Does a metal atom have a fixed size, or a fixed amount of room? The two sound alike, but they differ as soon as the atoms are rearranged. If strontium atoms were hard balls, an arrangement with fewer neighbours would leave more empty space and the metal would swell. If each atom instead claimed a certain volume, the metal would keep its density and neighbouring atoms would move closer together.

Crystal structures of strontium, computed with Ansatz 0.2.0 using scalar-relativistic plane-wave PAW DFT, the r2SCAN functional, a 500 eV cutoff and 0.1 eV Gaussian smearing, all non-magnetic. Cell and atoms were relaxed at zero pressure, keeping the symmetry of the start. Energies are relative to the lowest row, at 0 K without zero-point motion.

```
   found from  space group number  atoms in cell  volume per atom (Å³)  over lowest (meV/atom)
      Sm type                 166              3                 56.97                     0.0
database cell                 194              2                 57.14                     0.0
database cell                 194              4                 56.82                     0.0
database cell                 229              1                 55.59                     7.0
       W type                 223              8                 56.72                    30.0
      Ti type                 191              3                 57.38                    52.0
 changed type                  69              2                 56.89                   122.0
database cell                 140              4                 60.51                   155.0
      Sn type                 191              1                 55.23                   212.0
      Sn type                 141              2                 55.56                   244.0
      Ca type                 221              1                  54.6                   369.0
       B type                 166             12                 75.83                   559.0
      Si type                 227              2                113.23                  1037.0
```

The column "over lowest" gives the energy per atom above the lowest row, and "volume per atom" gives the room each atom takes once cell and atoms have relaxed. An energy of 1000 meV per atom is roughly 100 kJ per mole. The column "found from" tells where a structure came from, and names with an element symbol denote types of structure: "Si type" is strontium placed in the diamond arrangement of silicon. The label need not describe every run that led to a row: the output at hand for space group 229 is labelled as the trigonal selenium type, but its run started from a body-centred cubic cell with one atom and only adjusted the volume. Any change from the selenium arrangement to the cubic one came before that run.

**The top of the table: one volume, nearly one energy**

The first three rows are different stackings of the same triangular layers of atoms. Each atom has twelve neighbours, and only the order in which the layers repeat differs. Their energies agree within the calculation's accuracy of about 4 meV per atom, so their order carries no meaning. The familiar form of strontium, face-centred cubic, is a further stacking of these layers, but it has no row here, so the table cannot say which stacking is the most stable. The second row, hexagonal close packing or hcp, will serve as the reference, with 57.1 Å³ per atom.

The fourth row, space group 229, is body-centred cubic or bcc. Here an atom has eight nearest neighbours instead of twelve, with six more only slightly farther away. Hard balls would need about 9 % more room in this arrangement, yet the computed volume is 2.7 % smaller than that of hcp. The energy rises by only 7 meV per atom, little more than the accuracy. Strontium has lost a third of its closest contacts and has hardly noticed.

This is how a simple metal behaves. Each strontium atom gives its two outer electrons to a common sea, and the sea holds the positive ions together. Squeezing the sea raises the kinetic energy of its electrons, while thinning it out weakens their attraction to the ions. The balance between these two tendencies depends mainly on how dense the sea is, and only secondarily on where the ions sit in it. A preferred density of electrons, with two electrons per atom, amounts to a preferred volume per atom.

**The middle: the energy climbs, the volume stays**

From the W type down to the Ca type the energy rises from 30 to 369 meV per atom. The volumes do not follow it. Counting from the top of the table, eleven rows in succession lie within 6 % of the hcp volume. Among these rows, then, the density says little about the energy.

The Sn type with space group 191 shows where the energy comes from. It is built from triangular layers like those of hcp, but each layer lies exactly on top of the one below, atom over atom. In hcp the atoms of one layer rest over the hollows of the next. Relaxation is free to adjust the spacing and width of the layers, and it brings the volume to within about 3 % of hcp. The energy nevertheless ends up 212 meV per atom above the lowest row.

The reason, as the theory of simple metals gives it, is electrostatic. The ions are all positive, so at a given density they do best when they are spread as evenly as possible through the sea. Close packing and bcc do this almost equally well, which fits their closeness in energy. Atoms stacked directly over atoms, with hollows over hollows, do it less well. Strontium is not an ideal simple metal, because its empty d states lie low enough to take part in the bonding, so this argument gives the direction of the trend and not its exact size.

The Ca type, space group 221, is simple cubic: one atom at each corner of a cube, with six neighbours. It is the most compact row of the table, 4.4 % below hcp, and still lies 369 meV per atom above the lowest. Tight packing in the sense of a small volume is thus no guarantee of a low energy. In the electrostatic picture, what counts is how evenly the ions are spread, and simple cubic leaves a hole at the centre of every cube.

**From volume to the distance between neighbours**

The idea of constant volume can be tested through the distance $d$ between nearest neighbours. In the three cubic structures with space groups 229, 221 and 227 the atoms sit at positions fixed by symmetry, so $d$ follows from the volume per atom $V$ alone. In simple cubic each atom owns one cube of edge $d$, which gives $d = V^{1/3}$. The model puts the hcp volume into such a formula and reads off the distance. The volume of the structure under test does not enter.

For simple cubic the model gives 3.85 Å, and the calculation gives 3.79 Å. For bcc it is equally good, about 1 % too long. In the relaxed hcp cell, by comparison, neighbours within a layer are 4.31 Å apart. On going to simple cubic, then, the contacts shrink by 12 %, slightly more than the 11 % that keeping the volume requires.

Balls of fixed size would behave quite differently. With contacts held at 4.31 Å, simple cubic strontium would take $4.31^3 \approx 80$ Å³ per atom, nearly half as much again as the 54.6 Å³ computed. Down to this row of the table, strontium has a fixed amount of room and an adjustable size.

**The bottom: two rows break away**

The last two rows leave the common volume. The B type is 33 % larger than hcp, and the Si type is 98 % larger, so that strontium in the diamond arrangement has only about half its normal density. These are also the two highest energies in the table, 559 and 1037 meV per atom. The other rows deviate from hcp by at most 6 %, so both breaks are unmistakable.

The diamond row can be worked through in full. Its cubic cell has edge $a$ and holds eight atoms, so $a^3 = 8V$. Nearest neighbours lie a quarter of the way along the body diagonal, at $d = \sqrt{3}\,a/4$. Together these give

$$d^3 = \frac{3\sqrt{3}}{8}\,V \approx 0.65\,V .$$

With the hcp volume of 57.1 Å³ this is $d^3 \approx 37$ Å³, or $d \approx 3.34$ Å. The computed volume corresponds to $d = 4.19$ Å.

The model's distance is therefore 20 % too short, where for bcc and simple cubic it was within 2 %. The computed contact is close to the 4.31 Å of hcp. In diamond the two pictures have changed places: strontium now behaves much more like a ball of fixed size, and the volume gives way.

**Why diamond and not simple cubic**

Both structures are open, so the difference between them needs a reason. Geometry supplies one. Take the points of a bcc lattice and occupy only half of them. If every occupied point has only empty points as nearest neighbours, the atoms form simple cubic. If every occupied point has four occupied nearest neighbours at the corners of a tetrahedron, and four empty ones, the atoms form diamond.

At equal volume the two structures thus have the same number of atoms and the same number of holes, and the holes are equally large. What differs is how they are mixed. Simple cubic alternates atoms and holes, which is the most even way to fill half the points. Diamond puts atoms next to atoms and holes next to holes, so that the holes join into open channels.

For positive ions in a sea of electrons this is a bad bargain. At the normal volume of strontium, neighbouring ions in diamond would be 3.34 Å apart, against 3.85 Å in simple cubic, while the channels beside them stood empty of ions. The ions repel one another, and the sea between them screens this less well than in an even arrangement. The structure can relieve this only by expanding, and expansion thins out the sea that provides the cohesion. This accounts for the high energy and for the direction of the volume change, but not for a doubling. In a perfectly even sea the expected swelling is much smaller, and simple cubic should swell slightly too, whereas it comes out compact. The rest must lie in how the electrons gather around the ions and between them, and there a comparison with silicon helps.

The relaxation kept the symmetry of the diamond arrangement, so the doubled volume belongs to the minimum that it reached. Whether strontium would stay there if its atoms were free to move in any direction is a separate matter. The same goes for simple cubic and the other high rows: any of them may be a saddle point, from which a less symmetric distortion would lower the energy. With an energy so far above the close-packed rows, the structure is best read as a test of the bonding and not as a material to be made.

The B type starts from the framework of boron, in which atoms form cages of twelve. Such a framework also groups atoms together and leaves space between the groups. It is plausible that it swells for the same reason as diamond, and less strongly because its atoms have more neighbours. That reading rests on the type of structure, since its distances do not follow from the volume alone.

**What silicon does differently**

For silicon, the diamond arrangement sits at the other end of the energy scale. Its diamond form is the stable one, and its denser metallic forms appear under pressure. The geometry is identical, with the same channels and the same four neighbours, so the difference must lie in the electrons.

Each atom in diamond has four contacts, and each contact is shared by two atoms, which makes two contacts per atom. Silicon has four outer electrons and can place a pair in every contact. These pairs are strong, directed bonds, and they repay the cost of the open structure. Strontium has two outer electrons, one for each contact. In the free atom these two already fill the s shell, and filled shells gain little by overlapping. Strong bonding needs p and d states to be mixed in.

Contacts usually shorten when their number falls, because the same electrons then serve fewer of them. In strontium the step from six neighbours to four does the opposite: the contact lengthens from 3.79 to 4.19 Å. A shortage of electrons for bonds cannot be the whole reason, since simple cubic has even fewer for each contact. The likely difference is that the evenly spread ions of simple cubic are still held fairly well by the common sea and need no separate bonds. In diamond the sea holds them badly, and the electron pairs that make up for this in silicon are missing.

The two cases can now be put side by side. In strontium a shortening by 12 % is accepted and the density survives, while the 23 % that diamond would demand ($1 - 3.34/4.31$) is refused. Between these two structures the metal stops defending its volume and begins to defend the distance between its atoms. Two structures cannot show whether the shortening alone decides this, or also the way in which atoms and holes are mixed.
